The Coulomb interaction projected onto the lowest subband of a quantum wire

When all electrons of a wire share one transverse state, their Coulomb repulsion reduces to a potential V(z) that depends only on the separation along the axis. For parabolic confinement both V(z) and its Fourier transform have closed forms.

Premises and conventions

(i) Electrons are described by envelope functions in one valley, with an isotropic mass m for motion across the wire. (ii) The confinement is U(ρ) = mω₀²ρ²/2, with ρ = (x, y), uniform along z. (iii) The medium is a uniform, local, static dielectric of permittivity ε = ε_r ε₀, so the pair interaction is e²/(4πε|r₁ − r₂|). (iv) Only the lowest transverse state is kept. The Fourier convention is V(q) = ∫dz V(z) exp(−iqz) and V(z) = ∫(dq/2π) V(q) exp(iqz), so V(q) has the unit J m.

The ground state of the two-dimensional oscillator is

φ₀(ρ) = exp(−ρ²/2l²)/(√π l), l = √(ħ/mω₀). (1)

The density is |φ₀|² = exp(−ρ²/l²)/(πl²), with variance l²/2 in each of x and y and ⟨ρ²⟩ = l². The next subband lies ħω₀ = ħ²/ml² higher.

Projection

By premise (iv) the field operator is Ψ_σ(r) = φ₀(ρ)ψ_σ(z). Inserting it in the two-body interaction and doing the transverse integrals gives

H_int = (1/2L) Σ_{k,k′,q,σ,σ′} V(q) c†_{k+q,σ} c†_{k′−q,σ′} c_{k′,σ′} c_{k,σ},

for a wire of length L with periodic boundaries, where V(q) is the transform of

V(z) = (e²/4πε) ∫d²ρ₁ d²ρ₂ |φ₀(ρ₁)|² |φ₀(ρ₂)|² / √(|ρ₁ − ρ₂|² + z²). (2)

Direct and exchange terms use the same function, because all four transverse factors are φ₀.

Real space

The kernel in (2) depends only on ρ = ρ₁ − ρ₂. The difference of two independent Gaussian variables is Gaussian and the variances add, l²/2 + l²/2 = l² per component, so ρ has the normalised distribution

P(ρ) = exp(−ρ²/2l²)/(2πl²). (3)

The angular integral gives 2π:

V(z) = (e²/4πε)(1/l²) ∫₀^∞ ρ dρ exp(−ρ²/2l²)/√(ρ² + z²).

Put s = √(ρ² + z²). Then ρ dρ = s ds cancels the denominator, ρ² = s² − z², and s runs from |z| to ∞:

V(z) = (e²/4πε)(1/l²) exp(z²/2l²) ∫_{|z|}^∞ exp(−s²/2l²) ds.

With erfc(u) = (2/√π)∫_u^∞ exp(−t²)dt the integral equals l√(π/2) erfc(|z|/√2 l), so

V(z) = (e²/4πε) √(π/2) (1/l) exp(z²/2l²) erfc(|z|/√2 l). (4)

At contact V(0) = (e²/4πε)√(π/2)/l is finite, because 1/ρ is integrable in two dimensions. From erfc(u) = 1 − 2u/√π + …, V(z) = (e²/4πε)[√(π/2)/l − |z|/l² + …], which has a cusp at the origin. From exp(u²) erfc(u) ≈ [1 − 1/2u²]/(u√π) at large u, V(z) ≈ (e²/4πε|z|)(1 − l²/z²): the bare Coulomb law is approached from below.

Wave-vector space

Write the three-dimensional interaction as ∫d²k dq/(2π)³ · e²/[ε(k² + q²)] · exp(ik·ρ + iqz), with k the transverse wave vector. Each electron contributes the form factor ∫d²ρ |φ₀|² exp(±ik·ρ) = exp(−k²l²/4), a product of two one-dimensional Gaussian integrals. Hence

V(q) = ∫d²k/(2π)² · e² exp(−k²l²/2)/[ε(k² + q²)].

Since d²k = π d(k²), the substitution t = k²l²/2 with x = q²l²/2 gives

V(q) = (e²/4πε) ∫₀^∞ dt exp(−t)/(t + x).

Shifting t → t − x and using E₁(x) = ∫_x^∞ exp(−t) dt/t,

V(q) = (e²/4πε) exp(q²l²/2) E₁(q²l²/2). (5)

Equations (4) and (5) are a Fourier pair. With t = κ²l²/2, the factor 1/(t + x) = (2/l²)/(κ² + q²) transforms back to exp(−κ|z|)/(l²κ), and dt = l²κ dκ, so V(z) = (e²/4πε)∫₀^∞ dκ exp(−κ²l²/2 − κ|z|). Completing the square returns (4).

For small x, E₁(x) = −γ − ln x + x − …, with γ Euler's constant. Therefore, for |q|l ≪ 1,

V(q) ≈ (e²/4πε)[2 ln(1/|q|l) + ln 2 − γ] = (e²/2πε) ln(1.06/|q|l), (6)

where ln 2 − γ = 0.116 and √2 exp(−γ/2) = 1.06. The leading term (e²/2πε) ln(1/|q|l) comes from the 1/|z| tail and does not depend on the form of the confinement; only the constant does. The divergence at q = 0 is removed by the compensating charge of donors or gates. For large x, exp(x)E₁(x) ≈ (1/x)(1 − 1/x), so V(q) → e²/(εq² · 2πl²). This is the three-dimensional interaction times P(0), and it is also the transform of the cusp, since −|z| transforms to 2/q².

A wire inside a different dielectric

Premise (iii) fails for a semiconductor core of radius R and permittivity ε₁ in a cladding of permittivity ε₂. Assume that the density lies inside the core, exp(−R²/l²) ≪ 1. The density is axially symmetric, so only the symmetric part of the potential enters the diagonal matrix element. Take q > 0. The transform of 1/√(ρ² + z²) is 2K₀(qρ), and the average of K₀(q|ρ − ρ′|) over the relative angle is I₀(qρ_<)K₀(qρ_>), with I_n and K_n modified Bessel functions. In a uniform medium ε₁ the potential energy outside the charge is thus (e²/2πε₁) S K₀(qρ), with S = ⟨I₀(qρ)⟩. The series I₀ = Σ(qρ/2)^{2n}/(n!)² and ⟨ρ^{2n}⟩ = n! l^{2n} give S = exp(q²l²/4). This extends the average beyond R and is safe for ql ≲ 1.

The interface adds a solution of the source-free equation, A I₀(qρ) inside in units of (e²/2πε₁)S, and the total outside is B K₀(qρ). With y = qR, I₀′ = I₁ and K₀′ = −K₁, continuity of the potential and of the normal displacement reads

K₀ + A I₀ = B K₀, ε₁(−K₁ + A I₁) = −ε₂ B K₁.

Eliminating B,

A(y) = (ε₁ − ε₂) K₀(y)K₁(y) / [ε₁ I₁(y)K₀(y) + ε₂ I₀(y)K₁(y)]. (7)

Averaging I₀(qρ) over the second electron gives S again:

V_tot(q) = (e²/4πε₁) exp(q²l²/2) [E₁(q²l²/2) + 2A(qR)]. (8)

For y ≫ 1, A falls as exp(−2y) and (5) holds with ε₁. For y ≪ 1, K₁ ≈ 1/y dominates the denominator, A → (ε₁/ε₂ − 1)K₀(y) and K₀ ≈ ln(2/y) − γ. Adding (6) and collecting terms,

V_tot(q) ≈ (e²/2πε₂)[ln(2/qR) − γ] + (e²/2πε₁)[ln(R/√2 l) + γ/2]. (9)

The coefficient of the logarithm, and with it the 1/|z| tail, belongs to the cladding. If a coaxial metal gate of radius D closes the cladding, the outer solution must vanish at D. For qD ≪ 1 it is ln(D/ρ), the first bracket in (9) becomes ln(D/R), and V_tot stays finite as q → 0. The image force of an electron on itself is a one-body term and is counted in U(ρ).

Range of validity

Occupation. Premise (iv) needs k_BT ≪ ħω₀ and a Fermi energy below ħω₀, which for equal masses along and across the wire means k_F l < √2.

Subband mixing. In a parabolic potential the transverse centre of mass of a pair separates, and the relative motion is an oscillator of mass m/2 and frequency ω₀. The direct interaction conserves relative angular momentum and couples the ground state to the radial states of energy 2nħω₀, which are the ground state times the Laguerre polynomial L_n(w), w = ρ²/2l². At z = 0, 1/ρ = w^(−1/2)/(√2 l), and ∫₀^∞ exp(−w) w^(−1/2) L_n(w) dw = √π c_n with c_n = (2n)!/(4ⁿ n!²). So V₀ₙ(0) = c_n V(0), with c₁ = 1/2 and c₂ = 3/8. Second-order theory at fixed z gives

ΔV(0)/V(0) = −[V(0)/ħω₀] Σ_{n≥1} c_n²/2n = −0.22 V(0)/ħω₀, V(0)/ħω₀ = √(π/2) l/a*, (10)

with a* = 4πεħ²/me². Axial kinetic energy in the intermediate states only enlarges the denominators, so for slow pairs the fixed-z term bounds the second-order correction in magnitude. The projection is controlled by l/a* ≪ 1. At large |z|, expansion of the kernel gives V₀₁ ≈ (e²/4πε) l²/|z|³, so the tail and the logarithm are unaffected.

Anisotropy. For lengths l_x ≠ l_y the relative coordinate has variances l_x² and l_y². Writing it as (l_x u cos θ, l_y u sin θ), with weight u exp(−u²/2) du dθ/2π, gives V(0) = (e²/4πε)√(π/2)/M, where 1/M = (1/2π)∫₀^{2π} dθ/√(l_x² cos²θ + l_y² sin²θ). M is the arithmetic-geometric mean of l_x and l_y.

Valleys. Terms that move an electron between valleys transfer a wave vector K of reciprocal-lattice size and are of relative order 1/(Kl)², below one per cent for K of order 10 nm⁻¹ and l = 2 nm.

Illustration: silicon wire with l = 2 nm in SiO₂

The inputs are ε₁ = 11.7 ε₀ (compiled static value at 300 K, Ioffe Institute), a typical ε₂ = 3.9 ε₀ for SiO₂, so ε₁/ε₂ = 3, and typical conduction-band masses m_t = 0.19 mₑ and m_l = 0.92 mₑ. The radius must be assumed. A hard-wall cylinder has the ground state J₀(j₀₁ρ/R), with j₀₁ the first zero of J₀, and ⟨ρ²⟩ = 0.218 R², which equals l² at R = 4.3 nm. The choice R = 5 nm leaves 0.2 per cent of the Gaussian density outside the core.

The unit of V(q) is e²/4πε₁ = 123 meV nm. In uniform silicon, (4) gives V(0) = 77 meV, V(2 nm) = 40 meV against a bare 62 meV, and V(10 nm) = 11.9 meV against 12.3 meV. The two terms of (8), in units of e²/4πε₁, are:

qR | ql | direct, eq. (5) | interface term | V_tot/direct
0.1 | 0.04 | 6.56 | 9.35 | 2.42
0.5 | 0.20 | 3.42 | 2.52 | 1.74
1 | 0.40 | 2.20 | 0.74 | 1.34
2 | 0.80 | 1.18 | 0.10 | 1.09

At ql = 0.2 the logarithm (6) gives 3.33 and its leading term alone 3.22, against 3.42. The ratio in the last column approaches 3 only logarithmically. Taking R = 4.3 nm would raise the small-q total in (9) by 2(3 − 1) ln(5/4.3) = 0.6 units.

At contact the interface adds (1/π)∫₀^∞ dq of the second term of (8), which is (e²/4πε₁)(1/πR)∫dy 2A(y) exp(y²l²/2R²). The integrand is negligible well before y = 8, where the integral is cut off because the extended form of S fails at large y. Numerical quadrature gives 35 meV, or 45 per cent of the direct term, and V_tot(0) ≈ 0.11 eV. Using ε₂ throughout (4) would give 231 meV. Neither uniform value describes the clad wire at all distances.

Isotropic confinement with m = m_t applies to the two valleys on the axis of a [100] wire. For l = 2 nm it gives ħω₀ = 100 meV, a* = 3.3 nm and V(0)/ħω₀ = 0.77, so (10) lowers the direct contact value by up to 17 per cent, or 13 meV, in second order.

Those valleys are not the lowest. The other four have confinement masses m_l and m_t. In an isotropic potential of spring constant k_s, ω_i = √(k_s/m_i) and l_i ∝ m_i^(−1/4), so l_y/l_x = 1.48. If l = 2 nm is read as the geometric mean for these valleys, l_x = 1.64 nm, l_y = 2.44 nm and M = 2.02 nm, and V(0) drops by 1 per cent. Two electrons in valleys elongated at right angles have the isotropic variance (l_x² + l_y²)/2, so (4) and (5) hold for them with l = 2.08 nm. The interaction is therefore insensitive to the anisotropy, but the spectrum is not. The quanta are ħω_x = 31 meV and ħω_y = 68 meV, and the axial valleys, with zero-point energy ħω_y, start (ħω_y − ħω_x)/2 = 18 meV above the ground subbands. At 300 K, k_BT = 26 meV and several subbands are occupied. Putting the geometric-mean quantum of 46 meV into (10) gives a rough mixing scale of 37 per cent, where second-order theory is only indicative. In this wire the single-subband form is reliable at low temperature and density and for |z| beyond a few l, and semi-quantitative at contact.

For a gate-all-around geometry with 1 nm of oxide, D = 6 nm, the core contributes 2[ln(R/√2 l) + γ/2] = 1.72 units and the oxide 2 · 3 · ln(6/5) = 1.09 units. The interaction saturates at 2.8 units, or 0.35 eV nm, for qD ≪ 1, compared with 15.9 units for the ungated wire at qR = 0.1. All these numbers belong to the model with its assumed R and D. Relative to the clad wire, formula (5) with the permittivity of silicon alone is too weak at long wavelength in thick oxide, by a factor of 2.42 at qR = 0.1. It is too strong at long wavelength under a close gate, where 6.56 units at the same q stand against a saturated value of 2.8.